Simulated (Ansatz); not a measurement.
# Y: energy change per atom and pressure as volume scale varies

Plane-wave DFT, scalar-relativistic PAW made under PBE with cores redone for the functional, no dispersion; the given relaxed cell is scaled uniformly, energy at zero smearing counts from the unscaled cell, pressure at the given Fermi-Dirac smearing is positive in compression. The results are calculated, by Ansatz 0.2.0.

The cell before it is scaled or strained (space group Pm-3m, No. 221):
```
cell vectors (Å)
   3.2012     0.0000     0.0000
   0.0000     3.2012     0.0000
   0.0000     0.0000     3.2012
atoms (fractions of the cell vectors)
Y   0.00000  0.00000  0.00000
```

Settings of every row: spin polarised no; functional PBEsol; wave cutoff 420 eV; smearing width 0.1 eV; k mesh 11x11x11.

Atom starting moment: 0 on all atoms.

Limits: the cell comes from a prototype or a list of computed structures and needn't be the stable phase.

| row | volume scale | V (Å³/atom) | energy change per atom (meV) | pressure (GPa) |
| --- | --- | --- | --- | --- |
| 1 | 0.88 | 28.868 | 44.73 | 4.32 |
| 2 | 0.92 | 30.18 | 17.63 | 2.6 |
| 3 | 0.96 | 31.493 | 3.33 | 1.16 |
| 4 | 1.04 | 34.117 | 6.11 | -1.12 |
| 5 | 1.08 | 35.429 | ? | ? |
| 6 | 1.12 | 36.741 | 41.09 | -2.76 |

Question: what energy change per atom and pressure should row 5 give?

Worked fit of energy change per atom. Take u = (V_r/V)^(2/3) − 1 with V_r = 31.493 Å³ an atom, which is twice the finite (Eulerian) strain; such expansions in the strain, on which the Birch-Murnaghan equation of state is built, carry the rest volume and the bulk modulus. The shown rows have u = 0.05974, 0.0288, 0, -0.05196, -0.09765. Least squares give energy change per atom = 3.091 + 289.31 × u + 6919.8 × u² meV; a straight line predicts inner rows, each left out in turn, worse (root mean square 20 against 0.82 meV). The rows lie off it by -0.34, 0.47, 0.24, -0.63, 0.27 (root mean square 0.42 meV). The withheld row has u = -0.07551, so the fit gives 3.091 + 289.31 × (-0.07551) + 6919.8 × (-0.07551)² = 20.70 meV.

The calculation gave 20.24 meV. The fit lies 0.46 meV (2.3 % of the value, 1.1 % of the column's range) above it; its largest miss of a shown row is 0.63 meV.

Worked fit of pressure. Take u = (V_r/V)^(2/3) − 1 with V_r = 31.493 Å³ an atom, which is twice the finite (Eulerian) strain; such expansions in the strain, on which the Birch-Murnaghan equation of state is built, carry the rest volume and the bulk modulus. The shown rows have u = 0.05974, 0.0288, 0, -0.05196, -0.09765. Least squares give pressure = 1.156 + 48.05 × u + 81.5 × u² GPa; a straight line predicts inner rows, each left out in turn, worse (root mean square 0.23 against 0.0077 GPa). The rows lie off it by 0.00, -0.01, 0.00, 0.00, 0.00. The pressure vanishes at u = -0.0251, or V = 32.72 Å³ an atom, and there the bulk modulus at fixed shape and fractions is B = −V dP/dV = (2/3)(1 + u) dP/du = 28.6 GPa. The withheld row has u = -0.07551, so the fit gives 1.156 + 48.05 × (-0.07551) + 81.5 × (-0.07551)² = -2.01 GPa.

The calculation gave -2.01 GPa. The fit meets it to the printed digit.
